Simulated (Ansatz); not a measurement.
# A series in volume per atom on Ir

All results are calculated (Ansatz 0.2.0). Periodic Kohn-Sham DFT of a crystal at fixed atoms; pressure and stress are positive in compression; the energy is the free energy less that of spherical unpolarised free atoms; site moments are those in the method's own spheres, positive along +z.

Cell of the first row (space group Fm-3m, No. 225):
```
Ir
1.0
      0.0000     1.8805     1.8805
      1.8805     0.0000     1.8805
      1.8805     1.8805     0.0000
Ir
1
Direct
  0.00000 0.00000 0.00000
```

Settings of every row: method all-electron LAPW; functional PBEsol; relativity scalar; k mesh 18x18x18; filling fermi-dirac; smearing width 0.05 eV; basis error target 0.5 meV/atom; nucleus gaussian.

Atom start moment: 0 on all atoms.

Limits: no spin-orbit coupling on heavy atoms.

```csv
row,volume per atom (Å³),energy less free atoms (eV/atom),pressure (GPa)
1,13.3,-10.1408,24.231
2,13.583,-10.1745,14.141
3,13.866,?,?
4,14.008,-10.1941,1.116
5,14.149,-10.1934,-2.725
6,14.291,-10.1894,-6.34
7,14.432,-10.1823,-9.74
8,14.715,-10.1595,-15.945
9,14.998,-10.1264,-21.427
```

Question: what energy less free atoms and pressure should row 3 give?

Worked fit of energy less free atoms. Take u = (V_r/V)^(2/3) − 1 with V_r = 14.22 Å³ an atom, which is twice the finite (Eulerian) strain; such expansions in the strain, on which the Birch-Murnaghan equation of state is built, carry the rest volume and the bulk modulus. The shown rows have u = 0.0456, 0.03103, 0.01006, 0.00334, -0.00331, -0.00982, -0.02255, -0.03489. Least squares give energy less free atoms = −10.19179 − 0.6074 × u + 36.973 × u² + 19 × u³ eV/atom; a parabola predicts inner rows, each left out in turn, worse (root mean square 0.00029 against 4.3e-05 eV/atom). All shown rows lie on it to the printed digit. Its lowest point lies at u = 0.0082, or V = 14.05 Å³ an atom, and the curvature there gives the bulk modulus at fixed shape and fractions, B = (4/9)(1 + u)² E″(u)/V = 386 GPa. The withheld row has u = 0.01695, so the fit gives −10.19179 − 0.6074 × (0.01695) + 36.973 × (0.01695)² + 19 × (0.01695)³ = -10.1914 eV/atom.

The calculation gave -10.1914 eV/atom. The fit meets it to the printed digit.

Worked fit of pressure. Take u = (V_r/V)^(2/3) − 1 with V_r = 14.22 Å³ an atom, which is twice the finite (Eulerian) strain; such expansions in the strain, on which the Birch-Murnaghan equation of state is built, carry the rest volume and the bulk modulus. The shown rows have u = 0.0456, 0.03103, 0.01006, 0.00334, -0.00331, -0.00982, -0.02255, -0.03489. Least squares give pressure = −4.5605 + 544.84 × u + 1818.54 × u² + 1716 × u³ GPa; a parabola predicts inner rows, each left out in turn, worse (root mean square 0.028 against 0.01 GPa). The rows lie off it by 0.003, -0.007, 0.010, -0.005, 0.004, -0.003, -0.003, 0.002 (root mean square 0.0053 GPa). The pressure vanishes at u = 0.0081, or V = 14.05 Å³ an atom, and there the bulk modulus at fixed shape and fractions is B = −V dP/dV = (2/3)(1 + u) dP/du = 386 GPa. The withheld row has u = 0.01695, so the fit gives −4.5605 + 544.84 × (0.01695) + 1818.54 × (0.01695)² + 1716 × (0.01695)³ = 5.205 GPa.

The calculation gave 5.198 GPa. The fit lies 0.007 GPa (0.015 % of the column's range) above it; its largest miss of a shown row is 0.010 GPa.
